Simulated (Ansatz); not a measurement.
## HfB2: the change of energy less free atoms and pressure with volume scale

Periodic Kohn-Sham DFT of a crystal at fixed atoms, scaled to volume_scale times the given cell; pressure positive in compression, energy less spherical unpolarised free atoms, largest_vzz the field gradient of largest size among the nuclei. The results are calculated, by Ansatz 0.2.0.

The cell before it is scaled or strained (space group P6/mmm, No. 191):
```
HfB2
1.0
      3.1400     0.0000     0.0000
     -1.5700     2.7193     0.0000
      0.0000     0.0000     3.4800
Hf B
1 2
Direct
  0.00000 0.00000 0.00000
  0.33333 0.66667 0.50000
  0.66667 0.33333 0.50000
```

Settings of every row: method all-electron LAPW; functional PBEsol; relativity scalar; k mesh 13x13x11; filling fermi-dirac; smearing width 0.05 eV; basis error target 0.5 meV/atom; nucleus gaussian.

Atom start moment: 0 on all atoms.

Limits: no spin-orbit coupling on heavy atoms.

```
row  volume scale  V (Å³/atom)  energy less free atoms (eV/atom)  pressure (GPa)
  1          0.94         9.31                           -8.4249          12.807
  2          0.96        9.509                           -8.4368           6.529
  3          0.98        9.707                           -8.4413           0.843
  4          0.99        9.806                            -8.441          -1.796
  5             1        9.905                                 ?               ?
  6          1.01       10.004                           -8.4357          -6.699
  7          1.02       10.103                           -8.4308          -8.975
  8          1.04       10.301                           -8.4171         -13.205
  9          1.06       10.499                           -8.3983         -17.039
```

Question: what energy less free atoms and pressure should row 5 give?

Worked fit of energy less free atoms. Take u = (V_r/V)^(2/3) − 1 with V_r = 9.905 Å³ an atom, which is twice the finite (Eulerian) strain; such expansions in the strain, on which the Birch-Murnaghan equation of state is built, carry the rest volume and the bulk modulus. The shown rows have u = 0.04217, 0.02757, 0.01355, 0.00672, -0.00661, -0.01311, -0.0258, -0.03808. Least squares give energy less free atoms = −8.43909 − 0.4022 × u + 17.54 × u² eV/atom; a straight line predicts inner rows, each left out in turn, worse (root mean square 0.0089 against 4.7e-05 eV/atom). The rows lie off it by 0.0000, 0.0000, 0.0000, 0.0000, 0.0000, 0.0000, -0.0001, 0.0000. Its lowest point lies at u = 0.0115, or V = 9.737 Å³ an atom, and the curvature there gives the bulk modulus at fixed shape and fractions, B = (4/9)(1 + u)² E″(u)/V = 262 GPa. Letting shape and atoms relax would as a rule lower it, by much in layered, chain or molecular crystals. The withheld row has u = 0, so the fit gives −8.43909 − 0.4022 × (0) + 17.54 × (0)² = -8.4391 eV/atom.

The calculation gave -8.4391 eV/atom. The fit meets it to the printed digit.

Worked fit of pressure. Take u = (V_r/V)^(2/3) − 1 with V_r = 9.905 Å³ an atom, which is twice the finite (Eulerian) strain; such expansions in the strain, on which the Birch-Murnaghan equation of state is built, carry the rest volume and the bulk modulus. The shown rows have u = 0.04217, 0.02757, 0.01355, 0.00672, -0.00661, -0.01311, -0.0258, -0.03808. Least squares give pressure = −4.3048 + 368.206 × u + 891.11 × u² GPa; a straight line predicts inner rows, each left out in turn, worse (root mean square 0.46 against 0.0065 GPa). The rows lie off it by 0.000, 0.005, -0.005, -0.006, 0.001, 0.004, 0.006, -0.005 (root mean square 0.0045 GPa). The pressure vanishes at u = 0.0114, or V = 9.738 Å³ an atom, and there the bulk modulus at fixed shape and fractions is B = −V dP/dV = (2/3)(1 + u) dP/du = 262 GPa. Letting shape and atoms relax would as a rule lower it, by much in layered, chain or molecular crystals. The withheld row has u = 0, so the fit gives −4.3048 + 368.206 × (0) + 891.11 × (0)² = -4.305 GPa.

The calculation gave -4.307 GPa. The fit lies 0.002 GPa (0.0067 % of the column's range) above it; its largest miss of a shown row is 0.006 GPa.
